**Who gets the silicon and who gets the tin? Electronegativity doesn't sort this table**

I'm trying to read a set of computed exchange energies. A group A sits on SiH₃ and a chlorine sits on SnH₂CH₃, and the two swap places:

A–SiH₃ + Cl–SnH₂CH₃ → A–SnH₂CH₃ + Cl–SiH₃

Electronic energies of the exchange A–SiH₃ + Cl–SnH₂CH₃ → A–SnH₂CH₃ + Cl–SiH₃ in the gas phase, computed with Ansatz 0.2.0 in the def2-TZVPP basis (def2 core potential on Sn) at PBE0-D4/def2-TZVP geometries. Values are products less reactants, without zero-point or thermal terms. A is given in SMILES, with * marking the bond, and A-Y is the formula of A–SnH₂CH₃.

```tsv
A	A-Y	r2SCAN-D4 (kcal/mol)	PBE0-D4 (kcal/mol)	wB97X-V (kcal/mol)	wB97M-V (kcal/mol)
*C	C2H8Sn	6.7	6.3	6.3	5.9
*F	CH5FSn	16.1	16.2	16.1	16.7
*C#C	C3H6Sn	6.8	6.2	5.4	5.2
*C=CF	C3H7FSn	6.2	5.9	5.4	5.0
*B(N)F	CH7BFNSn	0.6	0.4	0.4	-0.9
*[GaH2]	CH7GaSn	-5.9	-5.9	-5.7	-7.0
*[SiH3]	CH8SiSn	-3.3	-3.4	-3.2	-4.7
```

I expected the most electronegative partners to behave alike, with fluorine and chlorine at one end and the electropositive groups at the other. Chlorine is the zero of the scale, though, and the carbon groups lie between it and fluorine. Which side of the reaction is lower in energy for each group, and why? How far can I trust the order, and what would turn it round?

---

**Answer**

Three sizes are worth remembering. Fluorine holds on to silicon against chlorine by about 16 kcal/mol, and carbon groups do so by about 6. The silyl and gallyl groups, SiH₃ and GaH₂, go to tin instead, by roughly 3 to 7. The boron group BF(NH₂) is level with chlorine.

So for fluorine and carbon the left-hand side of your equation is the more stable one, and for SiH₃ and GaH₂ it is the right-hand side. The reason is that a bond from silicon to a small atom loses a lot when tin takes silicon's place, while a bond to a large, soft atom has less to lose.

**What one number contains**

Call D the energy needed to break a bond, and let L(A) = D(A–Si) − D(A–Sn) be what group A loses when it moves from silicon to tin. The reaction breaks A–Si and Cl–Sn and makes A–Sn and Cl–Si. Adding up the four bonds gives

E = L(A) − L(Cl)

This is exact bookkeeping, because the fragments left after breaking the bonds are the same on both sides. A positive E means that A would lose more than chlorine by moving to tin, so A keeps the silicon.

It follows that a negative value doesn't mean that a group binds tin more strongly than silicon. Bonds to silicon are generally the stronger ones. SiH₃ ends up on tin because chlorine has more to lose there, much as the less demanding of two guests ends up with the smaller room.

**Why small atoms insist on silicon**

Tin has a larger and more diffuse valence shell than silicon, so its bonds are longer. In the computed structures the bond to carbon grows from 1.87 Å in CH₃SiH₃ to 2.13 Å in CH₃SnH₂Cl. A compact carbon orbital overlaps less well with the spread-out orbital of tin, and the covalent bond weakens. That is standard bonding theory; the energies agree with it but don't measure the overlap.

Fluorine adds a second loss. Its bond to silicon is very polar and very short, so much of its strength is the attraction between opposite charges. That attraction varies as 1/r, where r is the distance between the charges, and it is therefore steepest at short range. The same stretch costs more when it starts from a short bond, which is one way to understand why hard partners prefer each other. A more polar bond to tin would win back part of this loss. The energies fit the picture, but I have no charges or structures of the fluorides to test it.

SiH₃ is the opposite case. Its bond to another silicon is covalent, long and only about half as strong as Si–F, as a rough textbook figure. Its own valence orbital is already diffuse, so the match with tin is not much worse than the match with silicon. The same argument puts GaH₂, another soft and electropositive group, at the tin end.

**Where electronegativity works and where it fails**

Your expectation does hold as long as you stay within one row of the periodic table. With PBE0-D4, the energy climbs from 0.4 kcal/mol for the boron group to 6.3 for methyl and 16.2 for fluorine. From SiH₃ to chlorine, one row further down, it climbs again, by 3.4. More electronegative atoms in a row are smaller, which should raise the price of leaving silicon. Their bonds are also more polar, which probably adds to the price when the bond is as short as that of fluorine.

It fails when you step down a column. Going from methyl to SiH₃ lowers the energy by 9.7 kcal/mol, and going from fluorine to chlorine lowers it by 16.2. The second step is the larger one, as expected if fluorine loses both good overlap and a strong short-range attraction. Chlorine thus drops below carbon although it is the more electronegative of the two.

This gives a usable rule with two parts. Moving to the right in a row pulls a group towards silicon, and moving down a column pushes it towards tin. Nitrogen, oxygen, phosphorus and sulfur aren't in the table, so for them the rule is a forecast and not a result. For carbon, the atom that makes the bond matters much more than what hangs on it: methyl, ethynyl and fluorovinyl differ in the hybridisation of their carbon, yet they stay within 1 kcal/mol of each other with every functional.

**The awkward pair: chlorine and carbon**

Neither bond strength nor bond length explains this pair by itself. Silicon binds chlorine more strongly than methyl, so chlorine might seem to have more to lose. Nor is chlorine spared the stretch: its bond lengthens by 0.29 Å from silicon to tin, against 0.26 Å for carbon. Something must make the longer bond to tin relatively good for chlorine.

Part of the answer is probably size, since chlorine's 3p orbitals suit tin better than carbon's 2p orbitals do. Another part may be polarity. In the r2SCAN-D4 calculation chlorine carries a Mulliken charge of −0.42 e on tin and −0.26 e on silicon, which would fit a gain in ionic attraction that repays some of the lost overlap. I'd treat this second part as a guess, because such charges depend on how the electrons are shared out between atoms. Löwdin charges from the same calculations even make chlorine positive in both molecules, though they too shift towards negative on tin. The tin compound also carries a methyl group.

That methyl group limits the reading of the whole table. The contest is between SiH₃ and SnH₂CH₃, not between bare silicon and tin. The effect of the methyl cancels only as far as it acts alike on A and on chlorine. I would therefore not explain a difference of 1 kcal/mol by the metal atom alone.

**How safe is the order?**

Exchange energies are much safer than the energies they are made from. The total energy of CH₃SiH₃ differs by 75 kcal/mol between PBE0-D4 and r2SCAN-D4, while the exchange energy of methyl differs by only 0.4. Most of the large difference belongs to the inner electrons of the atoms, and every atom appears on both sides. Most bonds recur as well, so their errors largely drop out too.

What survives is the error in the bonds that really change. You can see it by replacing chlorine with SiH₃ as the competitor, which only means subtracting the SiH₃ row from the others. For the boron group the four functionals then agree on 3.6 to 3.9 kcal/mol, whereas against chlorine they scatter from −0.9 to 0.6. The likely reason is that two electropositive groups are compared with each other, and not one of them with a halogen. The change doesn't help everywhere: for fluorine, a halogen that now faces SiH₃, the spread grows from 0.6 to 2.1 kcal/mol.

The broad order is therefore firm as far as these functionals can tell: fluorine, then the carbon groups, then the boron group, then SiH₃, then GaH₂. The order among the carbon groups is not settled, since ethynyl and methyl change places between functionals and each molecule was computed in a single conformer. For fluorovinyl the SMILES also leaves the E or Z form open, so the two sides may not hold the same isomer. Agreement is also no full guarantee, because all four functionals use the same structures and the same basis set.

The last place deserves more caution than its numbers suggest. GaH₂ lies 2.3 to 2.6 kcal/mol below SiH₃ with every functional. But a small imaginary vibration was found in this row, so one structure may not be a true minimum, and scalar relativity was left out for gallium. Gallium stands on both sides of the reaction, which should remove part of that error, but four functionals that share the omission can't test it.

**From energy to a flask**

A short estimate shows what these margins mean. Take E as the free energy of reaction, which is reasonable for a first look because two molecules turn into two molecules. The equilibrium constant is then K = exp(−E/RT), with R the gas constant and T the temperature. At room temperature each 1.36 kcal/mol changes K by a factor of ten.

For methyl, 6.3/1.36 ≈ 4.6, so K ≈ 10⁻⁴·⁶. If you start with equal amounts of the two reactants and a fraction x swaps, then K = x²/(1 − x)². For small x this gives x ≈ √K ≈ 0.005, so about half a percent has exchanged. For fluorine the same steps lead to about one part in a million.

For the boron group the estimate shows how little is known. PBE0-D4 gives K ≈ 0.5 and wB97M-V gives K ≈ 4.6, which means that about 40 or about 70 percent has exchanged. Both describe a mixture, and the honest answer is that neither side wins.

**What would reverse it?**

The surest way is to change the competitor. Because L(Cl) drops out when two rows are subtracted, you can set any two groups against each other. Methyl keeps silicon against chlorine, but against fluorine its energy becomes 6.3 − 16.2 = −9.9 kcal/mol, and methyl goes to tin. Chlorine in turn loses silicon to methyl and wins it from SiH₃.

Small corrections can reverse only small margins. Zero-point motion, heat, spin-orbit coupling and a solvent are not in these energies, and any of them could decide the case of the boron group. To move methyl to tin against chlorine, a solvent would have to favour the right-hand pair of molecules by some 6 kcal/mol, and for fluorine by some 16. For methyl, a more polar surrounding would probably push the wrong way. The chlorine compound of tin, on the left, has a dipole moment of 0.62 e Å in r2SCAN-D4, against 0.25 e Å for SiH₃Cl on the right, and dimethylstannane should be only weakly polar. A reversal would rather call for specific binding to one of the molecules on the right.

So read each sign as the outcome of a match between two players. Fluorine wins silicon from every other group here, and GaH₂ loses it to every other group; for those in between, the result depends on the opponent.
